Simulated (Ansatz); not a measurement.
Strength of the C–Ge bond: GeH2(CH3)Br → GeH2Br + CH3

Species: GeH2(CH3)Br, singlet; GeH2Br `[GeH2][Br]`, doublet; CH3 `[CH3]`, doublet. 

Shapes, held fixed at every level: PBE0-D4/def2-TZVP. Programs: Ansatz 0.2.0. The zero-point and thermal change to 298 K, harmonic and unscaled (PBE0-D4/def2-TZVP), is -17.2 kJ/mol.

**Question.** Estimate ΔH(298 K) of this reaction.

**Answer.** The highest level, CCSD(T)/def2-TZVPP, gives ΔH(298 K) = +335.3 kJ/mol; the levels span +308.4 to +335.3. The column of differences is taken from that level and isn't an error. No measured value is set beside it here. Open shells run unrestricted unless RO is named. Relativity is left out for Br, Ge unless named. Correlated rows may include outer-core shells of Br, Ge, which these sets cover unevenly.

```tsv
level	kind	ΔH(298 K) (kJ/mol)	less CCSD(T)/def2-TZVPP
BHLYP-D4/def2-TZVPP	global hybrid	+312.4	-22.9
r2SCAN0-D4/def2-TZVPP	global hybrid	+308.4	-26.9
wB97M-V/def2-TZVPP	range-separated hybrid	+333.5	-1.8
CCSD(T)/def2-SVP	coupled cluster or CI	+319.5	-15.8
CCSD/def2-SVP	coupled cluster or CI	+313.7	-21.6
CCSD/def2-TZVPP	coupled cluster or CI	+326.8	-8.5
CCSD(T)/def2-TZVPP	coupled cluster or CI	+335.3	0.0
```

Homolysis of the C–Ge bond is strongly endothermic at every level, with the largest coupled-cluster calculation giving +335.3 kJ/mol. Breaking the bond uncouples a shared electron pair, so the molecule loses correlation energy that the two radicals can't recover. A treatment that describes this correlation incompletely therefore tends to make the bond too weak. Both coupled-cluster trends fit this picture: the triples raise the enthalpy in either basis, by 8.5 kJ/mol in the larger one, and enlarging the basis at CCSD(T) adds 15.8 kJ/mol. The basis effect suggests that the value isn't yet converged and would probably rise somewhat further.

The two global hybrids give a weaker bond, whereas wB97M-V falls close to the highest coupled-cluster result. That closeness doesn't establish its accuracy, since the remaining basis error could shift the comparison. The negative thermal correction reflects vibrational zero-point energy lost on fragmentation, only partly offset by the added translational and rotational energy. Whether C–Ge is the weakest bond in the molecule remains open without the competing Ge–Br and Ge–H cleavages.
